## Why does my worst cutoff give the best-looking cell?

**Question.** I ran the same cubic Cu₃Pt cell at several plane-wave cutoffs. At 250 eV the pressure is only -1.38 GPa and the forces are zero, so the cell looks almost relaxed. When I raise the cutoff, the forces stay at zero but the pressure moves far away from zero. Has the better basis spoiled a good structure, or was the first result wrong? And how could I have noticed?

Ansatz 0.2.0, LDA with PAW and plane waves: single-point runs without spin polarisation for cubic Cu₃Pt at a fixed cell edge of 3.71 Å, with a 6×6×6 k mesh and Fermi-Dirac smearing of 0.1 eV. The density cutoff is four times the wave cutoff. Energies are free energies relative to the run at 500 eV, and pressure is positive in compression.

| wave cutoff | energy less reference (meV/atom) | pressure (GPa) | largest force (eV/Å) |
| --- | --- | --- | --- |
| 250 eV | 2342.6 | -1.380 | 0.000 |
| 300 eV | 253.2 | -11.470 | 0.000 |
| 350 eV | 16.4 | -12.360 | 0.000 |
| 400 eV | 1.9 | -12.430 | 0.000 |
| 450 eV | 0.7 | -12.450 | 0.000 |

**Answer.** The first result was wrong. The cell is the same in every row, and the 500 eV reference run gives it a pressure of -12.45 GPa. Pressure counts as positive in compression, so this cell is stretched and wants to contract. At 250 eV a false outward push of about 11 GPa nearly cancels that real inward pull. The small pressure is the remainder of two large contributions, and it says little about the structure.

**Where the error starts**

A plane-wave cutoff sets the shortest wave available to build the orbitals. At 250 eV the basis holds only about 35% of the waves that it has at 500 eV, and the lost ones are the short ones. Smooth orbitals between the atoms hardly need them, but compact ones do. The copper 3d shell is compact, and so are the semicore shells that are treated here as well. The PAW method smooths the orbitals near the nuclei, yet it leaves enough structure to demand short waves.

An orbital built from too few waves has the wrong shape, and the total energy comes out too high. The energy column shows this: the 250 eV run lies 2.3 eV/atom above the reference, and each increase of the cutoff lowers the energy. That the compact shells are to blame is standard physics, not something the total energy can prove. The density grid is also refined in step with the cutoff, so the table measures the two improvements together.

**Why an energy error becomes a pressure**

Pressure is $P=-dE/dV$, with $E$ the energy and $V$ the volume, both per atom. It therefore responds to how the basis error changes with volume, not to the error itself. Take the limit of atoms far apart, with the cutoff held fixed. Each atom then carries its own basis error, whatever the distance to its neighbours. The energy could be wrong by electronvolts and the pressure would still be right.

The opposite limit keeps the same set of waves while the cell expands. The waves are stretched with the cell, so the basis becomes coarser and the energy rises artificially. This resists expansion and makes the pressure too negative; it is the well-known Pulay stress. Since wavelengths grow as $V^{1/3}$, the effective cutoff $E_\mathrm{cut}$ falls as $V^{-2/3}$, and the pressure error is

$$\Delta P=\frac{2}{3}\,\frac{E_\mathrm{cut}}{V}\,\frac{dE}{dE_\mathrm{cut}}.$$

For the 250 eV row, the slope can be taken from the energy drop of 2.089 eV/atom on going to 300 eV:

$$\Delta P\approx\frac{2}{3}\cdot\frac{250\ \mathrm{eV}}{12.77\ \mathrm{Å^3}}\cdot\frac{-2.089}{50}\approx-0.55\ \mathrm{eV/Å^3}\approx-87\ \mathrm{GPa}.$$

No parameter was fitted, and the estimate fails clearly: the actual error is about +11 GPa, smaller and of the opposite sign. The sign is also wrong at 300 and 350 eV. Plain Pulay stress would fit these rows only if another large error cancelled it each time. The simpler reading is that the printed pressure already belongs to a fixed cutoff, as in the first limit. That is an inference from the sizes, and a direct test would be to compute the energy at two nearby volumes with the same cutoff and compare the slope with the printed pressure. Many other programs print the pressure for a fixed set of waves, and there a low cutoff usually makes it too negative instead.

**What is left over**

Two causes could leave the positive pressure error. The program may correct for Pulay stress only approximately, which the table can't rule out. Or the printed pressure is exactly the one at fixed cutoff, and real Cu₃Pt departs a little from the limit of separate atoms: the basis error shrinks when the cell expands. The strength of this second effect would follow from multiplying the pressure error by the volume and dividing by the energy error. The result stays between about 0.3 and 0.4 from 250 to 350 eV, although the energy error itself falls more than a hundredfold. At 400 eV it jumps to about 0.85, however, so the pattern doesn't hold along the whole series and supports this reading only weakly.

On this second reading, expanding the volume by 1% would remove some 0.3 to 0.4% of the basis error at the three lowest cutoffs. That sounds harmless, but at 250 eV the error is so large that even this small share is worth about 9 meV/atom. The calculation would mistake this relief for a real gain from expansion, and so push the cell outwards. Why expansion should help the basis is less certain still. My guess is that closer neighbours force sharper features into the orbitals where they overlap.

**How to recognise it**

Look at what a quantity does when the cutoff changes, not at how close it is to zero. One step from 250 to 300 eV moves the pressure by -10 GPa, several times the value it started from. The same step lowers the energy by about 2.1 eV/atom. Either change exposes the first run, even without a converged reference. The program's warning that the cutoff is below the advised one points the same way, but it appears on every run up to 400 eV and so doesn't tell how large the error is.

The forces give no such signal. Every atom in this structure sits on a site where symmetry makes the force vanish, however poor the basis. Zero force therefore tests the symmetry of the cell, not the quality of the calculation.

The quantities also settle at different cutoffs. At 400 eV the pressure is within about 0.02 GPa of the reference, while the energy is still 1.9 meV/atom too high. The last two energy drops, 1.2 and 0.7 meV/atom, are of similar size, so the reference itself may still be off by about that much. This matters if you compare total energies from different cutoffs at the level of 1 meV/atom. At one common cutoff, much of the error usually cancels between similar cells. It matters little if you only want the pressure of this cell.

**What the converged pressure means**

A high cutoff removes the basis error and nothing else. The pressure near -12.45 GPa says that this cell is too large for LDA, which fits the functional's known habit of binding too strongly. The PAW datasets were made for PBE, and their share in this pressure is untested. Relaxing the cell at 250 eV would leave it close to its present size and hide that contraction, through an accidental cancellation of errors.

The differences and the Pulay estimate for the three lowest cutoffs are in the output below.

Printed output of the fit:

```
Errors against the 500 eV run:
     row  energy_meV_per_atom  pressure_error_GPa
  250 eV                 2343               11.07
  300 eV                253.2              0.9801
  350 eV                 16.4             0.09007
  400 eV                  1.9             0.02007
  450 eV                  0.7               7e-05
pressure of the 500 eV run (GPa): -12.45
pressure at 250 eV as percentage of the reference pressure (%): 11.08
pressure change from 250 to 300 eV (GPa): -10.09
energy drop from 250 to 300 eV (meV/atom): 2089
energy drop from 300 to 350 eV (meV/atom): 236.8
energy drop from 350 to 400 eV (meV/atom): 14.5
energy drop from 400 to 450 eV (meV/atom): 1.2
energy drop from 450 to 500 eV (meV/atom): 0.7
ratio of the drop 350 to 400 eV to the drop 400 to 450 eV: 12.08
ratio of the drop 400 to 450 eV to the drop 450 to 500 eV: 1.714
number of plane waves at 250 eV relative to 500 eV: 0.3536
expected uncorrected Pulay error at 250 eV (GPa): -87.38
expected uncorrected Pulay error at 300 eV (GPa): -11.88
expected uncorrected Pulay error at 350 eV (GPa): -0.849
pressure error times volume over energy error at 250 eV: 0.3766
pressure error times volume over energy error at 300 eV: 0.3085
pressure error times volume over energy error at 350 eV: 0.4377
```
